Mean-square displacement tensor from harmonic modes: choosing the Brillouin-zone summation for Sr, Ti and O in cubic SrTiO3

1. Statements

S1. Tensor. For a stable harmonic crystal of N cells, with site s of mass M_s and Cartesian indices a, b,

U_ab(s) = ⟨u_a u_b⟩ = ħ/(2N M_s) Σ_{q,j} e_a(s|qj) e_b*(s|qj) coth(ħω_qj/2k_BT)/ω_qj.

The eigenvectors of the mass-weighted dynamical matrix D(q) obey Σ_{s,a} |e_a(s|qj)|² = 1, ω is an angular frequency, and the three rigid translations at q = 0 are omitted. Equivalently U_ab(s) = (ħ/2M_s) ∫ g_ab(s,ω) coth(ħω/2k_BT) dω/ω, with g_ab = (1/N) Σ e_a e_b* δ(ω − ω_qj) and ∫ g_ab dω = δ_ab as N → ∞. The scattering amplitude of the site carries exp(−½ Q·U·Q). Sr and Ti have cubic site symmetry and one number U each; O has tetragonal site symmetry, with U∥ along the Ti–O bond and U⊥ across it.

S2. Method A, the plain sum on an n×n×n mesh shifted by half a step (n even). The work is about n³/48 units, one unit being one 15×15 dynamical matrix built and diagonalised, and the memory does not depend on n. For an elastically isotropic crystal every diagonal component of every site comes out too low by α k_BT/(4π C_eff a n), where α = 1.747565 is the rock-salt Madelung constant, a the lattice constant and C_eff an elastic modulus defined below. The error falls as (work)^(−1/3).

S3. Method B, extrapolation in 1/n from two meshes, and method C, one mesh plus the term of S2 computed from elastic constants. Both leave an error of order n⁻³, that is (work)^(−1). B costs asymptotically at least four times C at equal error, but needs no elastic input. C keeps a fraction δ of the 1/n error if its coefficient is wrong by δ.

S4. Choice, for the solvable model of section 3 and an assumed δ = 5 %: C is cheapest for 10 % and 1 % on the lattice term (3 and 12 units), B for 0.1 % (91 units). A needs 10, 4060 and 3542276 units.

2. Proof of S1 and the split of the weight

Write u_a(ls) = (N M_s)^(−1/2) Σ_{qj} e_a(s|qj) exp(iq·r_ls) Q_qj. The Hamiltonian separates into oscillators, and ⟨Q_qj Q*_q'j'⟩ = δ_qq' δ_jj' (ħ/ω)(n̄ + ½) with n̄ + ½ = ½ coth(ħω/2k_BT). In ⟨u_a(ls) u_b(ls)⟩ the phases cancel and S1 follows. Because e(−q) = e*(q), the pair q, −q contributes the real part, so U is real and symmetric. Inserting ∫ δ(ω − ω_qj) dω = 1 gives the density-of-states form, and completeness of the eigenvectors gives its normalisation.

The pole expansion of coth reads (ħ/2ω) coth(ħω/2k_BT) = k_BT/ω² + 2k_BT Σ_{m≥1} 1/(ω² + Ω_m²), with Ω_m = 2πm k_BT/ħ. With the force-constant matrix Φ(q) = M^(1/2) D M^(1/2),

U(s) = k_BT ⟨[Φ⁻¹]_ss⟩ + 2k_BT Σ_{m≥1} ⟨[(Φ + MΩ_m²)⁻¹]_ss⟩,

where ⟨ ⟩ is the zone average. The first, classical, term is independent of mass and diverges as 1/q² at Γ. The terms m ≥ 1 are bounded. From 1/Ω² − ω²/Ω⁴ ≤ 1/(Ω² + ω²) ≤ 1/Ω² and the sums ζ(2), ζ(4), the quantum part of a diagonal component lies between ħ²/(12 M_s k_BT) − ħ⁴⟨Φ_ss⟩/(720 M_s² (k_BT)³) and ħ²/(12 M_s k_BT), at any temperature.

3. Solvable model

Let x, y, z be the components of qa, and ε = 3 − cos x − cos y − cos z. The three displacement directions are uncoupled. For one direction the model is defined by its 5×5 compliance over the sites (Ti, O_x, O_y, O_z, Sr), where O_x lies on a Ti–O–Ti bond along x:

Φ⁻¹(q) = diag(1/k_s) + v vᵀ/(2γε), v = (1, cos(x/2), cos(y/2), cos(z/2), cos(x/2)cos(y/2)cos(z/2)).

Each atom is tied with stiffness k_s to the mean position of one, two or eight massless nodes on the Ti lattice, and the nodes respond as a simple cubic network of stiffness γ. For O, k_s is k∥ when the displacement lies along the bond and k⊥ otherwise. The Sherman–Morrison formula gives Φ = k − k v vᵀ k/(2γε + vᵀ k v), with k = diag(k_s). At q = 0, v = (1, …, 1) and Φv = 0, so the acoustic sum rule holds. The denominator never falls below k_Ti, so the force constants decay exponentially. The model is not rotationally invariant and has no dipole forces.

At small q, 2γε → γa²q², which equals C_eff a³q² for γ = C_eff a. For an isotropic solid the site-averaged acoustic compliance gives 1/C_eff = (1/C_L + 2/μ_s)/3, with C_L = B + 4μ_s/3. The compiled room-temperature values are a = 3.905 Å (Zhang 2017) and B = 172.1 GPa (Guennou 2010). With a typical shear modulus μ_s = 117 GPa, C_L = 328.1 GPa, C_eff = 148.9 GPa and γ = 3.63 eV/Å². At 300 K, k_BT = 0.025852 eV and u₀ = k_BT/(2γ) = 35.61×10⁻⁴ Å². Assumed inputs: masses 87.62 u (Sr), 47.867 u (Ti), 15.999 u (O); k_Sr = 3.7, k_Ti = 7.5, k∥ = 9, k⊥ = 2.8 eV/Å². The four stiffnesses were chosen so that the totals land near typical room-temperature values, about 0.008 (Sr), 0.0055 (Ti), 0.005 (O∥) and 0.011 Å² (O⊥); the totals therefore test nothing.

Exact classical answer. U(s) = k_BT/k_s + u₀⟨v_s²/ε⟩. Define G(lmn) = ⟨cos lx cos my cos nz/ε⟩ and W = G(000). The average over x and y at fixed h = 3 − cos z is (2/πh) K(4/h²), with K the complete elliptic integral of parameter m = 4/h², so

W = (2/π²) ∫₀^π K(4/h²) dz/h = 0.505462.

This is the simple cubic integral of Watson (1939), with the closed form W = √6 Γ(1/24)Γ(5/24)Γ(7/24)Γ(11/24)/(96π³) of Glasser and Zucker (1977). From ⟨ε/ε⟩ = 1 and cubic symmetry, G(100) = W − 1/3. The z average of 1/(h' − cos z), with h' = 3 − cos x − cos y = cosh μ, is 1/sinh μ, and that of cos z/(h' − cos z) is e^(−μ)/sinh μ. The remaining double integrals give G(110) = 0.110383 and G(111) = 0.087157, equal to 5W/12 − 1/(2π²W) and −W/8 + 3/(4π²W) (Glasser and Boersma 2000). With cos²(x/2) = (1 + cos x)/2 the lattice factors ⟨v_s²/ε⟩ are W for Ti, W − 1/6 = 0.338795 for O, and [W + 3G(100) + 3G(110) + G(111)]/8 = 0.180019 for Sr.

Table 1. The model's U at 300 K in 10⁻⁴ Å². The last column bounds the downward correction to the quantum term, using ⟨Φ_ss⟩ ≤ k_s.

site | local | lattice | quantum | total | bound
Sr | 69.87 | 6.41 | 1.54 | 78 | 0.01
Ti | 34.47 | 18.00 | 2.82 | 55 | 0.05
O∥ | 28.72 | 12.06 | 8.42 | 49 | 0.49
O⊥ | 92.33 | 12.06 | 8.42 | 113 | 0.15

The mesh error of the quantum part is negligible in the model. A second use of Sherman–Morrison gives (Φ + MΩ²)⁻¹ = (k + MΩ²)⁻¹ + w wᵀ/(2γε + vᵀ k' v), with w = k v/(k + MΩ²) and k' = k MΩ²/(k + MΩ²) site by site. For m = 1, MΩ² is 6.31 eV/Å² per u and k'_Ti = 7.32 eV/Å². The q-dependent part is at most 2k_BT ζ(4) (k_s/M_sΩ₁²)²/k'_Ti, which is 6×10⁻⁵ Å² for O∥, the largest case. The zero of the denominator nearest to the real axis occurs in y at x = π, z = 0 (displacement along x), where cosh μ = (6γ + k'_Ti + 3k'⊥/2)/(2γ − k'⊥/2) and μ = 2.41. A mesh misses a fraction of order exp[−μ(n − 1)] of that part, 7×10⁻⁴ at n = 4. The local term is exact on any mesh. The whole trade therefore concerns the lattice term.

4. Work and memory

One unit consists of the Fourier sum over N_R cells, 15² N_R multiply-adds; the diagonalisation with eigenvectors, c·15³ with a typical c = 9; and the accumulation, 15 modes × 5 sites × 6 components = 450. For an assumed N_R = 64 this is 14400 + 30375 + 450 = 45225 complex operations. The unit is common to all methods and cancels from the ratios.

On the shifted mesh x = (2i + 1)π/n, sign changes leave p = n/2 values on each axis and permutations leave unordered triples, so N_irr = p(p + 1)(p + 2)/6 → n³/48. The wedge sum with multiplicities is valid for quantities invariant under the cubic group: a third of the trace for Sr and Ti, the mean of the three along-bond components for U∥, and the mean of the six others for U⊥.

A stores 225 N_R force constants, two 15×15 work matrices and four accumulators. B adds four accumulators. C adds three elastic constants and 2 units of work. One unit is a point at small q along [110], whose three acoustic slopes give (C11 + C12 + 2C44)/2, C44 and (C11 − C12)/2. The other covers the angular average of the inverse 3×3 acoustic matrix: 100 directions at (3/15)³ of a diagonalisation each are 0.8 of one.

Two variants of A are dominated. A histogram of g multiplies the accumulators by the number of bins and adds an error of its own. For g ∝ ω² and the classical weight 1/ω² read at bin centres, bin j of width Δω contributes Δω[1 + 1/(12(j + ½)²)] in place of Δω, and the excess sums to (π²/24)Δω, a relative 0.411/N_bins for a Debye spectrum. A dense diagonalisation of the n³ supercell with antiperiodic boundaries returns the same sum at c(15n³)³ operations and (15n³)² stored numbers, n⁶ times the diagonalisation work of the unreduced mesh (4096 at n = 4, matrix order 960). It is called for only where a defect or interface removes the periodicity.

5. Error laws

The mesh average of exp(i l x) over x = (2i + 1)π/n is (−1)^L when l = nL and zero otherwise. For the Ti factor, S_n = (1/n³) Σ 1/ε, this gives

S_n − W = Σ_{L≠0} (−1)^(L₁+L₂+L₃) G(nL).

At small argument 1/ε = 2/ρ² + (x⁴ + y⁴ + z⁴)/(6ρ⁴) + …, with ρ² = x² + y² + z². The transform of 1/ρ² is 1/(4πr), that of 1/ρ⁴ is −r/(8π), and Σ_i ∂_i⁴ r = (9 − 15σ)/r³ with σ = Σ r_i⁴/r⁴. Hence G(r) = 1/(2πr) + (5σ − 3)/(16πr³) + O(r⁻⁵), and

S_n = W − A₁/n − A₃/n³ + O(n⁻⁵),
A₁ = α/(2π) = 0.278134,
A₃ = −(1/16π) Σ_{L≠0} (−1)^(L₁+L₂+L₃) (5σ − 3)/|L|³ = 0.2367,

the last sum evaluated by an Ewald split. Relative to W the coefficients are 0.550 and 0.468. Multiplying by u₀ = k_BT/(2C_eff a) gives S2; here u₀A₁ = 9.90×10⁻⁴ Å².

The leading term is common to all sites because v → (1, …, 1), the statement that long acoustic waves move the cell rigidly. For O the mesh average of (1 − cos x)/ε is exactly 1/3 by symmetry, so O and Ti have identical errors and U⊥ − U∥ has none. For Sr, (v² − 1)/ε tends to the constant −1/2, which is analytic, so Sr differs from Ti first at order n⁻⁵: at n = 4 the lattice factors are low by 0.0722 (Sr) and 0.0741 (Ti). On a Γ-centred mesh the signs disappear, the omitted point acts as a neutralising background, and α is replaced by the simple cubic constant 2.8373. The same error then takes 1.62 times the n and 4.3 times the points.

Method B forms (n₂S_{n₂} − n₁S_{n₁})/(n₂ − n₁) = W + A₃(n₁ + n₂)/(n₁²n₂²). With r = n₂/n₁, error times work is A₃(1 + r)(1 + r³)/(48r²). The factor r⁻² + r⁻¹ + r + r² has its minimum 4 at r = 1 and equals 6.75 at r = 2, so neighbouring meshes are best, at the price of amplifying noise in S by (n₁ + n₂)/(n₂ − n₁). Method C forms S_n + (1 − δ)A₁/n and is low by δA₁/n + A₃/n³; for δ = 0, error times work is A₃/48, which proves the factor four. A positive δ is the unfavourable sign, since both terms then add; the δ = +5 % of the tables is an assumed worst case for that magnitude. Slopes read at finite q act in the other direction when the acoustic branch bends downward: the elastic constants come out too low, the coefficient u₀A₁ ∝ 1/C_eff too large, and δ is negative, which partly cancels the A₃/n³ term. In the model, along [110] with x = y = t, the largest eigenvalue of M^(1/2) Φ⁻¹ M^(1/2) is 1/ω² = 25.3/t² + 14.1 − 5.0 + O(t²) in u Å²/eV. The terms are ΣM_s/(2γt²), the local part Σ(M_s²/k_s)/ΣM_s, and the t² corrections of v and ε, and together they give δ ≈ −0.36t². A second source of δ is the use of the isotropic constant α in a cubic crystal, where the angular part of the acoustic compliance adds further lattice sums; its sign is not derived here.

6. Computed errors

The z sum on the mesh is tanh(nμ/2)/sinh μ, with cosh μ = 3 − cos x − cos y, so S_n is a double sum. S₂ = 1/3, S₄ = 22/51 and S₆ = 136/297 exactly.

Table 2. One mesh; errors in per cent of W, all negative, magnitudes shown. A costs N_irr, C costs N_irr + 2.

n | N_irr | S_n | A | C, δ = 0 | C, δ = 5 %
2 | 1 | 0.333333 | 34.1 | 6.54 | 7.92
4 | 4 | 0.431373 | 14.7 | 0.901 | 1.59
6 | 10 | 0.457912 | 9.41 | 0.236 | 0.695
8 | 20 | 0.470213 | 6.97 | 0.095 | 0.439
10 | 35 | 0.477406 | 5.55 | 0.048 | 0.323
12 | 56 | 0.482145 | 4.61 | 0.028 | 0.257

Table 3. Method B; errors in per cent of W, all positive.

(n₁, n₂) | units | error
(2, 4) | 5 | 4.74
(2, 6) | 11 | 2.92
(4, 6) | 14 | 1.09
(2, 8) | 21 | 2.05
(4, 8) | 24 | 0.711
(6, 8) | 30 | 0.327
(8, 10) | 55 | 0.141
(8, 12) | 76 | 0.108
(10, 12) | 91 | 0.075

One per cent of W is 1.8×10⁻⁵ Å², or 0.33 % of the model's U(Ti). The plain 8×8×8 mesh is low by 1.26×10⁻⁴ Å², which is 2.6 % of the model's U∥ and raises the intensity factor exp(−Q²U) by 1.3 % at Q = 10 Å⁻¹.

7. Choices

Table 4. Cheapest setting for a stated error on the lattice term, in units, with the mesh in brackets. Meshes beyond n = 12 follow from the two-term law of section 5.

target | A | B | C, δ = 5 % | C, δ = 0
10 % | 10 (6) | 5 (2, 4) | 3 (2) | 3 (2)
1 % | 4060 (56) | 24 (4, 8) | 12 (6) | 6 (4)
0.1 % | 3542276 (552) | 91 (10, 12) | 682 (30) | 22 (8)

The next smaller even meshes, 54 and 550 for A and 28 for C, miss their targets. Among pairs cheaper than 91 units, (8, 12) comes closest to 0.1 %; the pairs (2, 14) and (4, 14) are held far above it by their coarse member. A costs 169 times B at 1 % and 3.9×10⁴ times B at 0.1 %.

Table 5. Smallest error, in per cent, inside a budget.

budget | A | B | C, δ = 5 % | C, δ = 0
6 units | 14.7 (4) | 4.74 (2, 4) | 1.59 (4) | 0.901 (4)
30 units | 6.97 (8) | 0.327 (6, 8) | 0.439 (8) | 0.095 (8)
60 units | 4.61 (12) | 0.141 (8, 10) | 0.257 (12) | 0.028 (12)

With δ = 5 %, C is best in the smallest budget and B in the other two, because the residue δA₁/n falls as slowly as the error of A. With an exact coefficient C is best throughout. The two methods also check each other: (S_{n₂} − S_{n₁})/(1/n₁ − 1/n₂) estimates A₁ from the meshes alone, up to a term of order n⁻².

8. What the model leaves out for SrTiO3

The cubic phase is stable above a typical 105 K. Force constants of the static cubic lattice commonly give imaginary frequencies for the octahedral rotation at R, where S1 is undefined; effective force constants renormalised at the temperature of interest must be used, and U is then a self-consistent harmonic result.

The compiled dielectric constants, 310 static (Hong 2013, room temperature) and 5.2 at high frequency (Pishtshev 2010, temperature not stated), give through the generalised Lyddane–Sachs–Teller relation Π(ω_LO/ω_TO)² = 60. The dipole term of D(q) is therefore large and depends on the direction of q at Γ. Its contribution to the compliance is of degree zero in q, like the second term of 1/ε, so it alters A₃ site by site and leaves A₁ and the exponents unchanged, since the cubic phase is centrosymmetric and not piezoelectric.

Soft branches are the more serious omission. A branch of stiffness 2γ'(ε + μ²/2) about Γ or R has the real-space form e^(−μr)/(2πr), and its six nearest images give an error whose ratio to the acoustic one is about (6/α)(γ/γ') e^(−μn) for an atom carrying the full amplitude. For assumed values γ' = γ and μ = 0.5 the ratio falls to 5 % only at n ≈ 8.5, a first-shell estimate. Below that size this term rivals the residue of C and distorts the slope used by B. The model, with μ = 2.41 in its gapped terms, thus understates the mesh that the material needs: the settings with n ≤ 6 in Tables 4 and 5 are the model's, and in the presence of soft branches B and C apply once n is several times 1/μ. The ordering at tight accuracy, B or C far ahead of A, rests only on the 1/q² divergence and carries over.